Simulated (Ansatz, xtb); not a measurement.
H4SSe2Si: which of two isomers lies lower

Structure a: `S[SiH2][Se][SeH]`, a singlet. Structure b: `S[Se][SiH2][SeH]`, a singlet. Both are isolated molecules in the gas phase, relaxed with PBE0-D3(BJ)/def2-SVP; the shapes shown needn't be the lowest conformers.

a (Å):

```yaml
atoms:
  - { symbol: S, position_ang: [-0.4693, 1.5738, 0.1509] }
  - { symbol: Se, position_ang: [-1.2422, -1.7037, -1.4266] }
  - { symbol: Se, position_ang: [-1.0839, -2.3011, 0.8400] }
  - { symbol: Si, position_ang: [0.1945, 0.0774, -1.2205] }
  - { symbol: H, position_ang: [-0.3830, 0.7370, 1.2120] }
  - { symbol: H, position_ang: [1.5278, -0.4572, -0.8211] }
  - { symbol: H, position_ang: [0.2491, 0.7309, -2.5594] }
  - { symbol: H, position_ang: [0.1037, -3.1649, 0.6942] }
```

b (Å):

```xyz
8

S    -0.8290   -1.3486   -1.2422
Se    0.1324   -2.1922    0.5828
Se    1.1914    1.4868    0.7165
Si    1.8624   -0.6842    0.5479
H    -1.5850   -0.4256   -0.6013
H     2.6902   -0.9649    1.7569
H     2.6381   -0.8722   -0.7093
H     0.6905    1.4775   -0.6680
```

Problem. Estimate which is lower in electronic energy at CCSD(T)/def2-SVP + ΔMP2/def2-TZVPP, and by roughly how much.

Solution. The CCSD(T)/def2-SVP + ΔMP2/def2-TZVPP calculation puts structure a lower, by 21.2 kJ/mol.

Level by level:

```
                             level              geometry  E(b) − E(a) (kJ/mol)  departure from the last row (kJ/mol)  job, with rough time for the two
                          GFN2-xTB              GFN2-xTB                   +16.2                                  −5.0               optimisation, 2.2 s
                         HF/STO-3G              GFN2-xTB                    +3.5                                 −17.7               single point, 5.2 s
                r2SCAN-D4/def2-SVP              GFN2-xTB                   +23.8                                  +2.6                single point, 18 s
              PBE0-D3(BJ)/def2-SVP  PBE0-D3(BJ)/def2-SVP                   +23.1                                  +1.9             optimisation, 3.8 min
                       HF/def2-SVP  PBE0-D3(BJ)/def2-SVP                   +24.8                                  +3.6           part of the CCSD(T) run
                      MP2/def2-SVP  PBE0-D3(BJ)/def2-SVP                   +25.0                                  +3.8           part of the CCSD(T) run
                  CCSD(T)/def2-SVP  PBE0-D3(BJ)/def2-SVP                   +23.8                                  +2.6                      single point
CCSD(T)/def2-SVP + ΔMP2/def2-TZVPP  PBE0-D3(BJ)/def2-SVP                   +21.2                                                   single point, 2.4 min
```

As drawn, b has 1 S–Se, 1 Se–Si in place of 1 S–Si, 1 Se–Se.

None of the levels shown reverses the order. The largest departure from CCSD(T)/def2-SVP + ΔMP2/def2-TZVPP is that of HF/STO-3G, 17.7 kJ/mol. The last row adds to CCSD(T) the change of the MP2 difference between the two basis sets, here −2.6 kJ/mol.

With harmonic frequencies from PBE0-D3(BJ)/def2-SVP (ideal gas, rigid rotor, one conformer each, 298.15 K, 1 atm): on the last row, ΔE + ΔZPE = +20.7, ΔH = +21.0, ΔG = +20.2 kJ/mol.

The correlated steps freeze 28 core orbitals; the filled d shell of Se is correlated, in a basis made for valence electrons. Programs: Ansatz 0.2.0, xtb 6.7.1; the last row on 2 threads of AMD EPYC (Zen 3) on a shared host.

Structure a is favoured because it keeps sulfur on silicon. The isomers have the same S–H, Se–H and Si–H bonds, so the comparison is essentially an exchange of S–Si and Se–Se for S–Se and Se–Si. Sulfur is more electronegative than selenium and its more compact valence orbitals overlap better with those of silicon, making Si–S the stronger, more polar bond. The gain from replacing Se–Se with S–Se in b probably offsets only part of that loss.

Since the numbers and broad types of bonds are conserved, much of the correlation energy cancels, and Hartree–Fock in the def2-SVP basis already gives +24.8 kJ/mol, against +23.8 with CCSD(T). The much smaller gap with STO-3G probably reflects the minimal basis, which has too little flexibility to describe polar bonds to silicon. Vibrational and thermal terms also nearly cancel, leaving the preference mainly electronic. The energy difference measures the whole exchange, not the strength of any single bond, and says nothing about the barrier to interconversion.
